\section*{Notes: static polarisability of Fe$^{25+}(1s)$ and the nonrelativistic limit}

\subsection*{Problem}

Hydrogen-like iron, $Z=26$, is in its $1s$ state in a uniform static field along $+z$ of assumed strength $\mathcal F=1\ \mathrm{MV/cm}=10^{8}\ \mathrm{V/m}$. The polarisability $\alpha_d$ is defined by $\Delta E=-\tfrac12\alpha_d\mathcal F^2$ for the internal energy. Constants: $\alpha=1/137.036$, $E_h=27.2114$ eV, $a_0=0.529177$ \AA, $E_h/ea_0=5.14221\times10^{11}$ V/m, $4\pi\epsilon_0a_0^3=1.64878\times10^{-41}\ \mathrm{C^2m^2/J}$. For the size of neglected terms I use two typical values: nuclear mass about $55.9$ u ($^{56}$Fe, spin zero) and a $1s$ Lamb shift, nuclear size included, of about $4$ eV.

(a) Find $\alpha_d$ and the Stark shift for a fixed point nucleus, nonrelativistically. (b) Find the continuum share. (c) Find the correction of order $(\alpha Z)^2$ and decide how far (a) holds.

\subsection*{Scaling}

The electron has charge $-e$, so the perturbation is $+e\mathcal Fz$. With lengths in $a_0/Z$, energies in $Z^2E_h=18395$ eV and fields in $Z^3E_h/ea_0$,
\begin{equation}
H=-\tfrac12\nabla^2-\frac1r+Fz,\qquad \psi_0=\frac{e^{-r}}{\sqrt\pi},\qquad E_0=-\tfrac12,\qquad \langle r^n\rangle_0=\frac{(n+2)!}{2^{n+1}} .
\end{equation}
The field is $1.945\times10^{-4}$ a.u., and with $Z^3=17576$ the scaled value is $F=1.106\times10^{-8}$. The next Stark order is smaller by a factor of order $F^2\approx1.2\times10^{-16}$, so I drop it.

\subsection*{(a) Dalgarno--Lewis solution}

Parity gives $E_1=0$. Following Dalgarno and Lewis (1955) I solve the first-order equation $(H_0-E_0)\psi_1=-z\psi_0$ directly. With $\psi_1=f\psi_0$ and $\nabla\ln\psi_0=-\hat{\mathbf r}$,
\begin{equation}
-\tfrac12\nabla^2f+\partial_rf=-z .
\end{equation}
I try $f=-(ar+br^2)\cos\theta$. Since $\nabla^2(r\cos\theta)=0$ and $\nabla^2(r^2\cos\theta)=4\cos\theta$, this requires $2b-a-2br=-r$, so $b=\tfrac12$, $a=1$:
\begin{equation}
\psi_1=-z\left(1+\frac r2\right)\psi_0,\qquad
E_2=\langle zf\rangle_0=-\tfrac13\left(3+\tfrac12\cdot\tfrac{15}2\right)=-\tfrac94 .
\end{equation}
The solution is unique, because $H_0$ has no $p$ state at $E_0$. Undoing the scaling, $\Delta E=-\tfrac94Z^2(\mathcal F/Z^3)^2$ in atomic units, hence
\begin{equation}
\alpha_d^{\rm NR}=4\pi\epsilon_0\,\frac92\,\frac{a_0^3}{Z^4}.
\end{equation}
With $Z^4=456976$ this is $9.847\times10^{-6}$ a.u., a polarisability volume of $1.459\times10^{-6}$ \AA$^3$, or $1.624\times10^{-46}\ \mathrm{C^2m^2/J}$. The shift is
\begin{equation}
\frac{\Delta E^{\rm NR}}{h}=-\frac{(1.624\times10^{-46}\ \mathrm{C^2m^2/J})(10^{8}\ \mathrm{V/m})^2}{2h}=-1.225\ \mathrm{kHz}.
\end{equation}

\subsection*{(b) Continuum share}

$\psi_1$ equals $-\sum_{k\ne0}|k\rangle\langle k|z|0\rangle/(E_k-E_0)$ over the complete spectrum, so the continuum is in it already. I get its share by subtracting the bound part $\sum_nf_n/\omega_n^2$, using the standard hydrogen oscillator strengths
\begin{equation}
f_n=\frac{2^8n^5(n-1)^{2n-4}}{3(n+1)^{2n+4}},\qquad \omega_n=\tfrac12\left(1-n^{-2}\right).
\end{equation}
In scaled units $2p$ gives $2.96$ and all $np$ give $3.66$, which leaves $0.84$ of $9/2$, or $18.6\%$, to the continuum, for every $Z$. A sum over bound levels alone would miss more than relativity changes below.

\subsection*{(c) Order $(\alpha Z)^2$}

For the total potential $V=-1/r+Fz$ the one-electron Breit--Pauli operator in scaled units is
\begin{equation}
W=(\alpha Z)^2\left[-\tfrac18p^4+\tfrac18\nabla^2V+\tfrac14\boldsymbol\sigma\cdot(\nabla V\times\mathbf p)\right].
\end{equation}
To first order in $W$ I need its expectation value in the field-perturbed state $\Psi$, through $F^2$. $\Psi$ is a real spatial function times a fixed spinor, so $\langle\nabla V\times\mathbf p\rangle=0$ and the spin--orbit term drops. Also $\nabla^2V=4\pi\delta(\mathbf r)$ and $p^2\Psi=2(E-V)\Psi$. Therefore
\begin{equation}
\langle W\rangle=(\alpha Z)^2\left[-\tfrac12\langle(E-V)^2\rangle+\tfrac\pi2|\Psi(0)|^2\right].
\end{equation}
This needs the $s$ part $g_0$ of the second-order function $\psi_2=g\psi_0$. The same method works:
\begin{equation}
-\tfrac12\nabla^2g_0+\partial_rg_0=\tfrac13r^2+\tfrac16r^3-\tfrac94
\quad\Rightarrow\quad g_0=\tfrac34r^2+\tfrac14r^3+\tfrac1{24}r^4 .
\end{equation}
A constant in $g_0$ is absorbed by normalisation. The angle-averaged density is $\psi_0^2[1+F^2(q-N)]$ with
\begin{equation}
q=2g_0+\tfrac13r^2\left(1+\tfrac r2\right)^2=\tfrac{11}6r^2+\tfrac56r^3+\tfrac16r^4,\qquad N=\langle q\rangle_0=\tfrac{31}2 .
\end{equation}
It follows that
\begin{equation}
\pi|\Psi(0)|^2=1-\tfrac{31}2F^2,\quad \langle r^{-1}\rangle=1-9F^2,\quad \langle r^{-2}\rangle=2-\tfrac{329}{12}F^2,
\end{equation}
and from $f$, $\langle z\rangle=-\tfrac92F$ and $\langle z/r\rangle=-2F$. The $-9$ matches $-\partial E/\partial Z$ at $Z=1$ for $E=-Z^2/2-9\mathcal F^2/4Z^4$, which checks $g_0$. I expand
\begin{equation}
\langle(E-V)^2\rangle=E^2+\langle r^{-2}\rangle+F^2\langle z^2\rangle+2E\langle r^{-1}\rangle-2EF\langle z\rangle-2F\langle z/r\rangle
\end{equation}
with $E=-\tfrac12-\tfrac94F^2$. The $F^2$ coefficients, term by term, are
\begin{equation}
\tfrac94-\tfrac{329}{12}+1+\tfrac92-\tfrac92+4=-\tfrac{121}6 .
\end{equation}
Mass-velocity thus contributes $+\tfrac{121}{12}$ and Darwin $-\tfrac{31}4$, together $+\tfrac73$. So $E_2=-\tfrac94+\tfrac73(\alpha Z)^2$, and
\begin{equation}
\alpha_d=\alpha_d^{\rm NR}\left[1-\tfrac{28}{27}(\alpha Z)^2+O\!\left((\alpha Z)^4\right)\right].
\end{equation}
The sign is sensible: the relativistic $1s$ orbital is tighter and harder to distort. For iron $\alpha Z=0.18973$ and $(\alpha Z)^2=0.03600$, so the correction is $-3.73\%$:
\begin{equation}
\alpha_d=9.48\times10^{-6}\ \text{a.u.},\qquad \Delta E/h=-1.18\ \mathrm{kHz},
\end{equation}
which is $46$ Hz less in magnitude than the result of (a).

\subsection*{Neglected terms}

\emph{Higher relativistic order.} The scale is $(\alpha Z)^4=1.3\times10^{-3}$, times a coefficient I have not derived.

\emph{Recoil.} The reduced mass scales $\alpha_d$ as $\mu^{-3}$. In relative coordinates the field couples to the charge $e(M+Zm_e)/(M+m_e)$, which enters squared, while the net charge only accelerates the centre of mass. With $m_e/M=9.8\times10^{-6}$ the relative change is $(2Z+1)m_e/M=+5.2\times10^{-4}$.

\emph{Radiative terms and nuclear size.} I model them crudely as a repulsive contact potential that raises $1s$ by $\delta$ in scaled units. It follows $|\Psi(0)|^2$, so $\delta E_2=-\tfrac{31}2\delta$ and $\delta\alpha_d/\alpha_d=\tfrac{62}9\delta$. With $\delta=4\ \mathrm{eV}/18395\ \mathrm{eV}=2.2\times10^{-4}$ this is about $+1.5\times10^{-3}$, an order-of-magnitude estimate since the self-energy is not purely local.

Each is well below the $3.73\%$ term, but together they reach the third figure. The value $9.48\times10^{-6}$ a.u. belongs to the fixed point-nucleus model at order $(\alpha Z)^2$, and for the ion I trust $9.5\times10^{-6}$ a.u. The formula $9/(2Z^4)$ lies close to four per cent above it at $Z=26$. Requiring $\tfrac{28}{27}(\alpha Z)^2<0.01$ gives $Z<13.5$, so the nonrelativistic limit holds to one per cent up to Al$^{12+}$ and passes that mark at Si$^{13+}$, where the correction is $-1.08\%$.